### Question

I've been comparing calculated ionisation energies of germanium tetrachloride, GeCl₄.

Vertical ionisation energies of GeCl₄, calculated with Ansatz 0.2.0 at the density-functional levels listed. The neutral molecule (charge 0) is a singlet and the cation (charge +1) a doublet, both at the PBE-D4/def2-SVP geometry of the neutral molecule.

| result level | result ionisation energy (eV) |
| --- | --- |
| SPW92/def2-TZVP | 11.050 |
| PBE-D4/def2-TZVP | 10.892 |
| BLYP-D4/def2-TZVP | 10.720 |
| r2SCAN-D4/def2-TZVP | 11.227 |
| PBE0-D4/def2-TZVP | 11.591 |
| CAM-B3LYP-D4/def2-TZVP | 11.995 |
| wB97X-V/def2-TZVP | 12.227 |
| PBE-QIDH/def2-TZVP | 12.382 |

1. Which electron is being removed?
2. Which functionals give the larger values? Is it simply a matter of climbing to a better rung?
3. In the local-density run (SPW92), the highest occupied orbital of the neutral molecule lies at −8.354 eV. Why isn't the ionisation energy 8.354 eV?
4. Why does exact exchange make the electron harder to remove?
5. Could I have predicted the last three rows from PBE and PBE0?
6. What would change if the ion could relax, or if I swapped an element?
7. How many of the digits can I trust?

### Answer

**1. Which electron?**

It comes from the chlorine lone pairs. In a tetrahedral tetrachloride the highest occupied orbitals are a set of three with equal energy, built from chlorine p orbitals that point sideways to the bonds. By symmetry, germanium's s and p valence orbitals can't mix into this set.

Tight-binding calculations on the same molecule, with GFN1-xTB and GFN2-xTB, agree. On ionisation each chlorine becomes more positive by about a quarter of an electron charge, while germanium changes by at most 0.05. The perfectly even sharing owes something to the electronic smearing in those runs, but the hole is clearly on chlorine. It has several equivalent atoms to spread over, and this matters below.

**2. Which functionals give more?**

Every functional that contains exact exchange lies above every one that doesn't, with a gap of 0.36 eV between the two groups. The cleanest comparison is PBE with PBE0, where a quarter of the PBE exchange is replaced by exact exchange. That single change adds 0.70 eV.

The rung alone doesn't set the order. SPW92, the simplest functional here, gives more than PBE and BLYP, which are a rung higher. The four functionals without exact exchange also differ by 0.51 eV among themselves, so the form of the semilocal part matters too.

**3. Why isn't it minus the orbital energy?**

In an approximate functional, the orbital energy changes while the electron is being removed. Let $q$ be the fraction already gone, from 0 to 1, and $\varepsilon(q)$ the energy of the orbital it leaves. The Slater–Janak theorem says that the next small portion costs $-\varepsilon(q)\,dq$, so the whole electron costs

$$I=\int_0^1[-\varepsilon(q)]\,dq .$$

If the level moves in a straight line, the integral is the mean of its two ends. In SPW92 the level starts at −8.354 eV and falls by 5.405 eV, to −13.759 eV in the ion. The estimate is therefore

$$I\approx\frac{8.354+13.759}{2}\ \text{eV}=11.06\ \text{eV},$$

against 11.05 eV from the difference of the two total energies. No parameter was adjusted to reach this agreement. It is what an almost linear move of the level would give, and it says nothing about whether SPW92 is accurate.

Minus the orbital energy of the neutral molecule is the price of the first small portion only, and that portion is much too cheap. With the exact functional the level would stay put during the removal, and minus its energy would equal the ionisation energy.

**4. Why does exact exchange raise the value?**

The cheap first portion also distorts the total energy of the ion. Imagine four chlorine atoms far apart. Taking a quarter of an electron from each should cost as much as taking a whole electron from one. A semilocal functional charges less, because it sells every quarter at the cheap end of the curve. It therefore makes a spread-out hole too stable and the ionisation energy too small.

The root of the error is self-interaction. The classical repulsion energy includes each electron's repulsion with itself. Exact exchange cancels that part fully, whereas semilocal exchange does so only approximately. Mixing in exact exchange flattens the curve and removes part of the false bonus for spreading.

The chlorines in GeCl₄ are not far apart, so this argument gives the direction of the effect and not its size. The table shows the rise; its cause comes from theory. The comparison to make is with a lone chlorine atom, where the hole has no equivalent neighbours to spread over. If spreading is the cause, PBE and PBE0 should nearly agree there, and Cl₂, with two atoms to share the hole, should show a gap in between.

**5. Could the last three rows be predicted?**

Only roughly. The step from PBE to PBE0 corresponds to 2.8 eV per unit of exact exchange. PBE-QIDH contains a fraction of about 0.69, and a straight line through the first two functionals puts it at 12.82 eV. The calculation gives 12.38 eV, so the line overshoots by 0.44 eV, nearly a third of the actual rise from PBE. PBE-QIDH also replaces about a third of the PBE correlation by perturbative correlation, which the line ignores. The two halves of that swap roughly cancel, though: the perturbative part raises the value, and losing a third of the PBE correlation lowers it. A bend in the dependence on exchange is therefore the likelier source of the miss. The orbitals readjust to each fraction of exact exchange, and the ion can gain more from this than the neutral molecule, for instance by gathering its hole on fewer chlorines. The table alone can't confirm this.

CAM-B3LYP and wB97X-V use little exact exchange between electrons that are close together and much more between distant ones. Which fraction counts? For CAM-B3LYP, starting from its relative BLYP and using the same slope, the short-range fraction gives 11.25 eV and the long-range fraction 12.54 eV. The computed 12.00 eV lies between them.

The value for wB97X-V also falls between its two estimates, though PBE is only a stand-in for its semilocal part. A value in between is plausible, because in these functionals the fraction rises smoothly with distance and the hole samples a range of distances. The hole isn't the same in both, however. The Cl 1s levels of the ions show it shared evenly by four chlorines in CAM-B3LYP, but sitting mainly on two in wB97X-V. The two values may therefore differ through the state of the ion as well as through the exchange. The brackets are also about 1.3 and 2.3 eV wide, so falling inside them is a weak test. The printed analysis below gives these estimates in full.

**6. What if the ion relaxes, or an element changes?**

All values are vertical: the ion keeps the shape of the neutral molecule. Letting it relax can only lower its energy, and so the ionisation energy. There is a particular reason for it to move. With one electron taken from three orbitals of equal energy, the ion can gain energy by distorting away from the tetrahedron, which is the Jahn–Teller effect.

For a change of element, ask where the hole sits. Replacing chlorine by bromine changes the very atoms that lose the electron. Bromine lone pairs are bound less tightly, so the ionisation energy falls. Replacing germanium by silicon changes an atom that hardly takes part, so the effect should be smaller. The general pattern with exact exchange should survive both swaps, because the hole would still have four equivalent halogens to spread over.

**7. Which digits can be trusted?**

The third decimal is useful for checking arithmetic, but it isn't accuracy. Spin–orbit coupling is left out, and for chlorine it can matter at up to roughly 0.1 eV. The hole can also sit in any of several nearly equivalent orbitals. In the SPW92 ion the empty level lies slightly below the highest filled one, so a slightly lower state isn't excluded. The same caution applies to the other ions, and the uneven hole in wB97X-V shows that the rows needn't all describe the same state. In PBE-QIDH, the perturbative part correlates outer-core electrons without basis functions designed for them.

I would therefore not rank wB97X-V against PBE-QIDH, which differ by only 0.16 eV. The 0.70 eV between PBE and PBE0 is another matter: shape and basis are the same, and the step is far larger than these uncertainties.

As a rough recalled figure, the measured vertical value is about 12 eV. PBE is then about 1 eV too low, far more than spin–orbit coupling could explain, so the functional is the main suspect. All four functionals with exact exchange lie within about 0.4 eV of it, PBE0 below and PBE-QIDH above, and so rough a figure can't choose between them. The shape also comes from a PBE-D4/def2-SVP calculation, and any error in it is shared by every row.

The analysis program printed:

```
Ionisation energy against PBE and exact exchange:
                     row  energy (eV)  above PBE (eV)  short-range fraction  long-range fraction
         SPW92/def2-TZVP        11.05           0.158                     0                    0
        PBE-D4/def2-TZVP        10.89               0                     0                    0
       BLYP-D4/def2-TZVP        10.72          -0.172                     0                    0
     r2SCAN-D4/def2-TZVP        11.23           0.335                     0                    0
       PBE0-D4/def2-TZVP        11.59           0.699                  0.25                 0.25
  CAM-B3LYP-D4/def2-TZVP        11.99           1.103                  0.19                 0.65
       wB97X-V/def2-TZVP        12.23           1.335                  0.17                    1
      PBE-QIDH/def2-TZVP        12.38            1.49                  0.69                 0.69
Spread of all eight levels (eV): 1.662
Spread of the four levels without exact exchange (eV): 0.507
Gap from highest level without to lowest level with exact exchange (eV): 0.364
Rise from PBE to PBE0 (eV): 0.699
Slope per unit of exact exchange from PBE to PBE0 (eV): 2.796
PBE-QIDH estimated on that line (eV): 12.82
Estimate less computed value for PBE-QIDH (eV): 0.4392
CAM-B3LYP estimated from BLYP with short-range fraction (eV): 11.25
CAM-B3LYP estimated from BLYP with long-range fraction (eV): 12.54
wB97X-V estimated from PBE with short-range fraction (eV): 11.37
wB97X-V estimated from PBE with long-range fraction (eV): 13.69
Minus the neutral HOMO in SPW92 (eV): 8.354
SPW92 ionisation energy less minus HOMO (eV): 2.696
Fall of the SPW92 level when its electron is removed (eV): 5.405
Mean of the two level ends with sign reversed (eV): 11.06
Mean of level ends less SPW92 ionisation energy (eV): 0.006989
Charge gained by each Cl on ionisation in GFN1-xTB (e): 0.2499
Charge gained by Ge on ionisation in GFN1-xTB (e): 0.0004
Charge gained by each Cl on ionisation in GFN2-xTB (e): 0.262
Charge gained by Ge on ionisation in GFN2-xTB (e): -0.0478
```
